Whether a single bulk modulus will do for GaSb under load, or whether its rise with pressure must be included, depends on how quickly the crystal stiffens. In this calculation it stiffens fast: shortening the bonds by 1 % raises the modulus by roughly 15 %, and each GPa of pressure adds between 4 and 5 GPa to it. The cause could be geometry, a known trend among semiconductors, or a change in the bonds themselves.

GaSb in the zinc-blende structure, 2-atom cell scaled at fixed shape, computed with GPAW 26.7.0: plane-wave PAW DFT with the TASK functional, without dispersion correction, spin polarisation or spin–orbit coupling. Cutoff 600 eV, 6×6×6 k mesh, Fermi–Dirac smearing of 0.05 eV, data sets gpaw-data 1.2.1. Energies are counted from the minimum of the fitted equation of state.

```
volume (Å³/atom)  energy (meV/atom)  pressure (GPa)
           26.91              75.89           7.620
           27.48              51.45           6.020
           28.05              32.44           4.590
           28.62              18.29           3.300
           29.20               8.48           2.150
           29.77               2.56           1.120
           30.34               0.11           0.210
```

The volume is per atom, and the energy is counted from a fitted minimum that lies just beyond the largest cell. The bulk modulus is $B=-V\,\mathrm{d}P/\mathrm{d}V$, the pressure needed per relative loss of volume $V$. Between neighbouring rows it climbs from 48 GPa at the large-volume end to 76 GPa at the small-volume end, rising at every step. The cell keeps its shape, so all bonds shorten together and no angle changes. The bond length $d$ is then the only coordinate, and $V\propto d^3$.

**Springs of fixed stiffness.** The tempting explanation is geometric: the bonds stay equally stiff, but their force acts on a shrinking area. Take an energy $E=\tfrac{k}{2}(d-d_0)^2$, with $k$ the spring constant and $d_0$ the bond length at zero pressure. From $P=-\mathrm{d}E/\mathrm{d}V$ follows

$$P=3B_0\,\frac{1-x}{x^2},\qquad x=\frac{d}{d_0},$$

where $B_0$ is the modulus at zero pressure. The area effect is real but weak. Across the range of the table it would raise the modulus by a tenth, whereas the computed rise is 59 %.

**The trend from compound to compound.** Among tetrahedral semiconductors, each at its own equilibrium, the modulus falls roughly as $d^{-3.5}$, a recalled rule of thumb. Applied to this one crystal, it would give a rise of only 12 %. The rule fails here because it compares different crystals, each resting at the bottom of its own energy well. Compression instead pushes one crystal up the repulsive wall of a single well, where the curvature changes much faster.

**Bonds that stiffen.** Theory gives a reason for such a wall. The attraction comes from electrons shared between neighbouring orbitals and grows roughly as $1/d^2$. The repulsion comes from the Pauli principle acting on overlapping orbitals; it goes roughly as the square of that coupling, hence as $1/d^4$. With constants $A$ and $C$,

$$E=\frac{A}{d^4}-\frac{C}{d^2}\quad\Rightarrow\quad P=\tfrac32B_0\left(x^{-7}-x^{-5}\right),$$

once $C$ is chosen to put the minimum at $d_0$. This is the second-order Birch–Murnaghan equation, reached here from a picture of the bond. Repulsion gains on attraction as the atoms approach, so each further bit of shortening meets a stiffer bond.

The smallest cell is the hardest test. Its bonds are 4.09 % shorter than at zero pressure, so $x=0.9591$, and with $B_0=45.1$ GPa the overlap law gives

$$P=1.5\times45.1\times(1.339-1.232)\approx7.2\ \text{GPa}.$$

The calculation has 7.62 GPa, so the law falls short by about 5 %; fixed springs fall short by 21 %. This is a test of the shape of the two laws, not a blind prediction, because $B_0$ and $d_0$ come from an equation of state fitted to the energies of all seven cells, this one included.

That common starting point is itself a short extrapolation, so each law was also fitted to the seven pressures with two free constants. The typical miss is then 0.15 GPa for springs and 0.03 GPa for the overlap law, which leaves their order unchanged. The printed analysis below gives both fits.

The numbers thus rule out fixed springs and favour bonds that stiffen, but they also show that the simple overlap law is too soft. For general powers $1/d^m$ and $1/d^n$, the modulus at zero pressure rises by $(m+n+6)/3$ GPa per GPa. The overlap law gives 4, while the fitted equation of state gives 4.86, which asks for $m+n\approx8.6$ instead of 6. The computed crystal thus stiffens faster than the model, but this slope fixes only the sum of the powers, so it cannot show how much of the change belongs to the repulsion. Nor do the pressures prove that orbital overlap is the origin: they test the form of the law, not the picture behind it.

The cost of a constant modulus can now be worked out. If $B$ is held at its zero-pressure value, its definition gives $P=B_0\ln(V_0/V)$, with $V_0$ the volume at zero pressure. In the smallest cell that is $45.1\times\ln(30.50/26.91)\approx5.6$ GPa, about 26 % below the computed pressure. Near 1 GPa the cost is far smaller. The modulus has then risen by about 5 GPa, roughly a tenth, and on the way there the crystal has felt on average half of that rise, so the shortcut is about 5 % low. So small an error should not be read from a single row, because the listed pressures and the equation of state fitted to the energies disagree slightly.

Two cautions apply to such use. The pressures count from this functional's own equilibrium volume, so a measured lattice constant should not be looked up in the table to find a pressure. TASK was designed for band gaps and is known to be weaker for structure; here the given cell, at 28.62 Å³/atom, already stands at 3.30 GPa, so the moduli too are those of the functional and not measured ones. Real GaSb also changes structure at roughly 7 GPa (a recalled value), which a cell of fixed shape cannot do; the top row therefore describes the compressed zinc-blende crystal, not necessarily the stable one.

Numerical output:

```
Modulus between a row and the row above, and pressures of two bond laws:
    row  bond_A  modulus_GPa  fixed_springs_GPa  overlap_law_GPa
  26.91   2.595          n/a              6.009            7.252
  27.48   2.613           76              4.946            5.784
  28.05   2.631        69.35              3.927            4.451
  28.62   2.649        63.85              2.947            3.241
   29.2   2.667        58.07              2.006            2.142
  29.77   2.684        53.04              1.101            1.142
  30.34   2.701        47.77             0.2302           0.2319
Bond length at the extrapolated zero-pressure volume (angstrom): 2.706
Bond shortening in the smallest cell against zero pressure (%): 4.089
Fixed springs: pressure missing in the smallest cell (GPa): 1.611
Fixed springs: the same as a share of the computed pressure (%): 21.14
Overlap law: pressure missing in the smallest cell (GPa): 0.3679
Overlap law: the same as a share of the computed pressure (%): 4.827
Modulus, first interval over last interval, computed (ratio): 1.591
The same ratio from fixed springs: 1.104
The same ratio from the overlap law: 1.46
The same ratio from the rule modulus as bond length to the power -3.5: 1.124
Computed power of the fall of modulus with bond length: 13.91
Mean rise of modulus per GPa of pressure over the table: 4.585
Sum of the two powers of bond length asked for by the fitted slope: 8.568
Largest gap between pressure from energy differences and mean listed pressure (GPa): 0.02179
fit of pressure on 7 rows: coefficient of scale**(-2/3) 181.1 +/- 5.1, coefficient of scale**(-1/3) -177.6 +/- 5.1; rms 0.152, worst 26.91 -0.22, leave-one-out rms 0.248
fit of pressure on 7 rows: coefficient of scale**(-7/3) 83.03 +/- 0.54, coefficient of scale**(-5/3) -79.7 +/- 0.54; rms 0.0325, worst 30.34 -0.052, leave-one-out rms 0.0532
```
